**Additivity of the polarisability in substituted 2-methyltriazoles**

The table holds static mean polarisabilities, anisotropy ratios, HOMO energies and gaps of six 2-methyltriazoles with one group varied, from PySCF at PBE0/def2-SVPD on GFN2-xTB geometries. The program tests a sum of rough recalled atomic increments with one fitted core constant, and compares it with a scaled Unsöld estimate built on the gap and with a straight line in electronegativity. Additivity reproduces five rows with an rms deviation of 0.6 bohr³, while ethynyl, held out of the fit, lies 6.7 bohr³ above it; the gap model, scaled through the origin, and the electronegativity line leave 6.2 and 7.1 bohr³ over all six rows, against 2.6 for additivity fitted to all six. The output also shows that 88 % of the gain from methyl to ethynyl lies in the largest principal value, and that the eight lowest singlets supply only 10 % and 6 % of the polarisability in the methyl and methoxy rows.

Molecules *c1cnn(C)n1 (SMILES; the marked atom is the ring C bearing the group *), computed with PySCF 2.14.0 at PBE0/def2-SVPD with density fitting, in the gas phase at GFN2-xTB geometries. The polarisability is the static mean, with core orbitals frozen in the response, and the principal values are those of its tensor. The gap is LUMO minus HOMO; electronegativities are Pauling's.

## Numerical check

```python
# Table: static mean polarisability, anisotropy, HOMO and gap of substituted 2-methyltriazoles,
# PySCF PBE0/def2-SVPD on GFN2-xTB geometries. Tested: additivity of atomic increments,
# against an Unsold estimate with the gap and a line in electronegativity.
T = {
    'member': ['*C#C', '*C', '*SC', '*Cl', '*OC', '*F'],
    'formula': ['C5H5N3', 'C4H7N3', 'C4H7N3S', 'C3H4ClN3', 'C4H7N3O', 'C3H4FN3'],
    'link': ['C', 'C', 'S', 'Cl', 'O', 'F'],
    'en': [2.55, 2.55, 2.58, 3.16, 3.44, 3.98],
    'pg': ['Cs', 'C1', 'C1', 'C1', 'C1', None],
    'r_group': [1.405, 1.484, 1.737, 1.695, 1.338, 1.323],  # Å
    'electrons': [56, 52, 68, 60, 60, 52],
    'valence': [40, 38, 44, 38, 44, 38],
    'alpha': [79.8, 67.2, 89.2, 68.8, 72.3, 55.0],  # bohr^3
    'aniso': [2.53, 1.88, 1.94, 2.05, 1.84, 1.91],
    'homo': [-7.18, -7.23, -6.22, -7.5, -6.72, -7.7],  # eV
    'gap': [6.43, 7.26, 6.05, 7.02, 6.72, 7.29],  # eV
}
import numpy as np
from scipy.constants import physical_constants as pc
Eh = pc['Hartree energy in eV'][0]
A3 = (1e-10 / pc['Bohr radius'][0])**3
m = list(T['member']); ix = {k: i for i, k in enumerate(m)}
a, gap, N, en, an = (np.array(T[k], float) for k in ('alpha', 'gap', 'valence', 'en', 'aniso'))
rms = lambda x: float(np.sqrt(np.mean(np.square(x))))
# rough recalled in-molecule atomic increments, angstrom^3, two figures
p = dict(H=0.39, C3=1.1, C1=1.3, O=0.64, S=3.0, F=0.30, Cl=2.3)
grp = {'*C#C': 'C1 C1 H', '*C': 'C3 H H H', '*SC': 'S C3 H H H', '*Cl': 'Cl', '*OC': 'O C3 H H H', '*F': 'F'}
g = np.array([sum(p[x] for x in grp[k].split()) for k in m]) * A3
loc = np.array([k != '*C#C' for k in m]); e = ix['*C#C']
core = np.mean((a - g)[loc]); r = a - g - core
print(f"Additivity (bohr^3): core {core:.1f}, fitted without ethynyl (pi bond joins ring)")
for i in np.argsort(a):
    print(f"  {m[i]:5s} alpha {a[i]:.1f} group sum {g[i]:.1f} model {core+g[i]:.1f} residual {r[i]:+.1f} ({100*r[i]/a[i]:+.1f}%)")
r6 = a - g - np.mean(a - g)
print(f"  rms five rows {rms(r[loc]):.1f}; six-row fit: core {np.mean(a-g):.1f}, rms {rms(r6):.1f}, ethynyl {r6[e]:+.1f}")
print(f"  table rounding 0.05; rounding of a C, S or Cl increment {0.05*A3:.2f} bohr^3")
D = np.sqrt(N / a) * Eh; u = N / (gap / Eh)**2; k = u @ a / (u @ u); ru = a - k * u
print(f"Unsold: Delta = sqrt(N valence/alpha); scaled model k*N/gap^2, k = {k:.3f}")
for i in np.argsort(a):
    print(f"  {m[i]:5s} Delta {D[i]:.1f} eV, Delta/gap {D[i]/gap[i]:.2f}, N/gap^2 {u[i]:.0f}, scaled residual {ru[i]:+.1f}")
print(f"  rms six rows {rms(ru):.1f}, worst {m[np.argmax(abs(ru))]}; correlation alpha-gap {np.corrcoef(a, gap)[0,1]:+.2f}")
c = np.polyfit(en, a, 1); re_ = a - np.polyval(c, en); w = np.argmax(abs(re_))
print(f"Line in electronegativity: slope {c[0]:.1f} bohr^3/unit, rms {rms(re_):.1f}, worst {m[w]} {re_[w]:+.1f}")
print(f"  spread of alpha for electronegativity below 2.6: {np.ptp(a[en < 2.6]):.1f}; whole series {np.ptp(a):.1f}")
# principal values (bohr^3), typed from further outputs of the same runs
ev = {'*C#C': [48.113, 69.639, 121.693], '*C': [47.074, 66.113, 88.508], '*SC': [60.078, 90.642, 116.829],
      '*Cl': [46.083, 66.111, 94.347], '*OC': [50.034, 74.66, 92.165], '*F': [37.638, 55.316, 71.884]}
print("Pairs: change of alpha (percent), additive value, change of gap; principal values")
for x, y in [('*F', '*Cl'), ('*OC', '*SC'), ('*F', '*C'), ('*C', '*Cl'), ('*C', '*OC'), ('*C', '*SC'), ('*C', '*C#C')]:
    i, j = ix[x], ix[y]; d = np.array(ev[y]) - np.array(ev[x])
    print(f"  {x} to {y}: {a[j]-a[i]:+.1f} ({100*(a[j]/a[i]-1):+.1f}%), additive {g[j]-g[i]:+.1f}, gap {gap[j]-gap[i]:+.2f} eV;"
          f" {d[0]:+.1f} {d[1]:+.1f} {d[2]:+.1f}")
for x, y in [('*F', '*Cl'), ('*OC', '*SC'), ('*C', '*C#C')]:
    d = np.array(ev[y]) - np.array(ev[x])
    print(f"  share of the gain in the largest principal value, {x} to {y}: {100*d[2]/d.sum():.0f}%")
print(f"  anisotropy: ethynyl {an[e]:.2f}, others {an[loc].min():.2f} to {an[loc].max():.2f}")
print(f"  *F mean of principal values {np.mean(ev['*F']):.2f}, table {a[ix['*F']]:.1f}")
# eight lowest singlets of the same runs: f, transition dipole (au); n leading states carry HOMO to LUMO
ex = {'*C': (2, [[.02693, .3911, .1385, -.0195], [.14432, -.8991, -.3175, .1117], [.01233, .01, .0216, .2671],
                 [.01207, -.0107, -.0492, -.2545], [.00389, -.0248, -.0334, -.1404], [.00299, .0326, .0646, -.1059],
                 [.26847, -.8411, .8194, .0149], [.02862, -.2364, .2274, -.1969]]),
      '*OC': (1, [[.15972, .8637, -.5949, .0494], [.02586, -.0547, -.0244, .4007], [.0009, .0247, .0074, -.0708],
                  [.00015, -.0049, .0028, -.0296], [9e-05, -.02, -.01, -.0047], [.00437, -.0255, -.1528, .0071],
                  [.0066, .0207, -.0002, .1882], [.00213, -.0122, .0036, -.1057]])}
print("Sum over states f/omega^2, omega = 3f/(2 d^2)")
for x, (n, s) in ex.items():
    s = np.array(s); f = s[:, 0]; om = 1.5 * f / (s[:, 1:]**2).sum(1); ct = f / om**2; b = np.argmax(f[:n])
    print(f"  {x}: bright HOMO-LUMO state {om[b]*Eh:.2f} eV; states with HOMO-LUMO weight {ct[:n].sum():.1f} bohr^3")
    print(f"  {x}: eight states {ct.sum():.1f} bohr^3 ({100*ct.sum()/a[ix[x]]:.0f}% of alpha), sum of f {f.sum():.2f} of N {N[ix[x]]:.0f}")
# HOMO weights from the same runs
print(f"HOMO weight on group: S 0.475, Cl 0.259, O 0.226, F 0.110, two ethynyl C {0.236+0.18:.3f}")
assert np.all(np.diff(gap[np.argsort(a)]) < 0)
assert a[ix['*Cl']] > a[ix['*F']] and a[ix['*SC']] > a[ix['*OC']]
assert r[e] > 3 * np.max(abs(r[loc]))
assert np.all(D > 2 * gap)
```

Running it gives:

```
Additivity (bohr^3): core 52.9, fitted without ethynyl (pi bond joins ring)
  *F    alpha 55.0 group sum 2.0 model 54.9 residual +0.1 (+0.2%)
  *C    alpha 67.2 group sum 15.3 model 68.2 residual -1.0 (-1.5%)
  *Cl   alpha 68.8 group sum 15.5 model 68.4 residual +0.4 (+0.6%)
  *OC   alpha 72.3 group sum 19.6 model 72.5 residual -0.2 (-0.3%)
  *C#C  alpha 79.8 group sum 20.2 model 73.1 residual +6.7 (+8.4%)
  *SC   alpha 89.2 group sum 35.6 model 88.5 residual +0.7 (+0.8%)
  rms five rows 0.6; six-row fit: core 54.0, rms 2.6, ethynyl +5.6
  table rounding 0.05; rounding of a C, S or Cl increment 0.34 bohr^3
Unsold: Delta = sqrt(N valence/alpha); scaled model k*N/gap^2, k = 0.108
  *F    Delta 22.6 eV, Delta/gap 3.10, N/gap^2 529, scaled residual -2.1
  *C    Delta 20.5 eV, Delta/gap 2.82, N/gap^2 534, scaled residual +9.6
  *Cl   Delta 20.2 eV, Delta/gap 2.88, N/gap^2 571, scaled residual +7.2
  *OC   Delta 21.2 eV, Delta/gap 3.16, N/gap^2 721, scaled residual -5.5
  *C#C  Delta 19.3 eV, Delta/gap 3.00, N/gap^2 716, scaled residual +2.6
  *SC   Delta 19.1 eV, Delta/gap 3.16, N/gap^2 890, scaled residual -6.8
  rms six rows 6.2, worst *C; correlation alpha-gap -0.95
Line in electronegativity: slope -14.6 bohr^3/unit, rms 7.1, worst *C -12.1
  spread of alpha for electronegativity below 2.6: 22.0; whole series 34.2
Pairs: change of alpha (percent), additive value, change of gap; principal values
  *F to *Cl: +13.8 (+25.1%), additive +13.5, gap -0.27 eV; +8.4 +10.8 +22.5
  *OC to *SC: +16.9 (+23.4%), additive +15.9, gap -0.67 eV; +10.0 +16.0 +24.7
  *F to *C: +12.2 (+22.2%), additive +13.3, gap -0.03 eV; +9.4 +10.8 +16.6
  *C to *Cl: +1.6 (+2.4%), additive +0.2, gap -0.24 eV; -1.0 -0.0 +5.8
  *C to *OC: +5.1 (+7.6%), additive +4.3, gap -0.54 eV; +3.0 +8.5 +3.7
  *C to *SC: +22.0 (+32.7%), additive +20.2, gap -1.21 eV; +13.0 +24.5 +28.3
  *C to *C#C: +12.6 (+18.8%), additive +4.9, gap -0.83 eV; +1.0 +3.5 +33.2
  share of the gain in the largest principal value, *F to *Cl: 54%
  share of the gain in the largest principal value, *OC to *SC: 49%
  share of the gain in the largest principal value, *C to *C#C: 88%
  anisotropy: ethynyl 2.53, others 1.84 to 2.05
  *F mean of principal values 54.95, table 55.0
Sum over states f/omega^2, omega = 3f/(2 d^2)
  *C: bright HOMO-LUMO state 6.39 eV; states with HOMO-LUMO weight 3.1 bohr^3
  *C: eight states 7.0 bohr^3 (10% of alpha), sum of f 0.50 of N 38
  *OC: bright HOMO-LUMO state 5.91 eV; states with HOMO-LUMO weight 3.4 bohr^3
  *OC: eight states 4.0 bohr^3 (6% of alpha), sum of f 0.20 of N 44
HOMO weight on group: S 0.475, Cl 0.259, O 0.226, F 0.110, two ethynyl C 0.416
```
